# Reading a core parameter and a stress from a half-loop barrier

**Model.** A semicircular glide loop of radius $R$ starts at the (001) surface of pseudomorphic Si$_{0.9}$Ge$_{0.1}$ on Si. It lies on {111}, with a perfect Burgers vector $b\approx0.384$ nm. The isotropic line-energy factor $Gb^2(1-\nu\cos^2\beta)/[4\pi(1-\nu)]$, with $\beta$ the angle between line and Burgers vector, integrated along the arc gives

$$E(R)=AR\ln\frac{\alpha R}{b}-\frac{\pi R^2\tau b}{2},\qquad A=\frac{Gb^2(2-\nu)}{8(1-\nu)},$$

where $\tau>0$ is the resolved shear stress and $\alpha$ the core parameter.

**Inputs.** Silicon's compiled constants (Oses 2018), $C_{11}=165.64$, $C_{12}=63.94$, $C_{44}=79.51$ GPa, stand in for the alloy, typically about 2 % softer. Voigt averages give $G=68.0$ GPa, $\nu=0.218$, $A=17.8$ eV/nm. For misfit magnitude $f$, $\tau=Mf/\sqrt6$, with $M=C_{11}+C_{12}-2C_{12}^2/C_{11}=180$ GPa.

**Data, made for the exercise.** A saddle search for a 200 nm layer gives $R^*=52\pm2$ nm and $E^*=2.0\pm0.1$ keV. Anneals near 823 K give a nucleation barrier of $4\pm1$ eV at surface defects. Wanted: $\alpha$, $\tau$ and the local stress at the defects.

> **Predict:** what does $dE/dR=0$ give, and is every root a barrier?

With $L=\ln(\alpha R^*/b)$,

$$R^*=\frac{A(L+1)}{\pi\tau b},\qquad E^*=\tfrac12AR^*(L-1).$$

At a root $E''=-AL/R^*$, so the root with $L>0$ is the maximum along $R$; a positive barrier needs $L>1$.

> **Predict:** do $R^*$ and $E^*$ fix both unknowns?

Yes, in closed form and hence uniquely:

$$L=1+\frac{2E^*}{AR^*}=5.32,\qquad\alpha=\frac{b}{R^*}e^{L}=1.5,\qquad\tau=\frac{2(AR^*+E^*)}{\pi bR^{*2}}=0.29\ \text{GPa}.$$

Then $f=\sqrt6\,\tau/M=0.39$ %. The data were chosen to reproduce the typical misfit of this alloy, so this tests nothing. Either datum alone fixes only a curve in $(\alpha,\tau)$.

> **Predict:** which parameter suffers more from the errors of 5 % in $E^*$ and 3.8 % in $R^*$?

| | $\partial/\partial\ln E^*$ | $\partial/\partial\ln R^*$ | error, in quadrature |
|---|---|---|---|
| $\ln\alpha$ | $L-1=4.32$ | $-L=-5.32$ | 30 % |
| $\ln\tau$ | $\frac{L-1}{L+1}=0.68$ | $-\frac{2L}{L+1}=-1.68$ | 7 % |

The exponential amplifies errors in $\alpha$. Anisotropy does more: the {111} shear modulus $(C_{11}-C_{12}+C_{44})/3=60.4$ GPa, 11 % lower, at the same $\nu$ moves $\alpha$ to 2.6 but lowers $\tau$ by only 4 %.

> **Predict:** the loop leaves a surface step of energy $2\eta R$. Can the data detect it?

No. A term linear in $R$ merely replaces $\alpha$ by $\alpha e^{2\eta/A}$. A crude estimate $\eta=\gamma b\sin60^\circ$, with a typical surface energy $\gamma\approx1.5$ J/m², gives 3.1 eV/nm, a factor 1.4 in $\alpha$, comparable to the data error. The image correction is also linear in $R$. The inferred $\alpha$ is therefore an effective value, while $\tau$ is untouched.

> **Predict:** 2.0 keV is $2.8\times10^4\,kT$ at 823 K, and 4 eV is $56\,kT$. How much larger must the stress be?

Since $dE^*/d\tau=-\pi R^{*2}b/2<0$, each $\alpha$ allows one solution. Solving $\tfrac12Ab\,x[\ln(\alpha x)-1]=4$ eV with $\alpha=1.5$ gives $x=R^*/b=2.8$, $L=1.42$ and $\tau_{\rm loc}=5.4$ GPa, taken as uniform over the loop. That is 19 times the layer's stress, equivalent to a misfit of 7 %. The sensitivities are $\partial\ln\tau_{\rm loc}/\partial\ln E^*=-(L-1)/(L+1)=-0.17$ and $\partial\ln\tau_{\rm loc}/\partial\ln\alpha=2/(L+1)=0.83$. The 25 % error of the barrier costs 4 %, that of $\alpha$ costs 25 %, so the equivalent misfit is $7\pm2$ %.

These are the model's numbers. At $R^*\approx3b$ and $\tau_{\rm loc}/G=0.08$ linear elasticity is marginal, and carrying $\alpha$ over assumes the same step term at the defect; a loop that removes an existing step has a smaller $\alpha$ and needs less stress. Read the result as several per cent, of the order of the approximately 4 % misfit of pure Ge on Si. The qualitative conclusion is robust: a flat Si$_{0.9}$Ge$_{0.1}$ surface cannot nucleate loops thermally, and relaxation must start at heterogeneous sources such as particles, scratches, wafer edges or existing dislocations.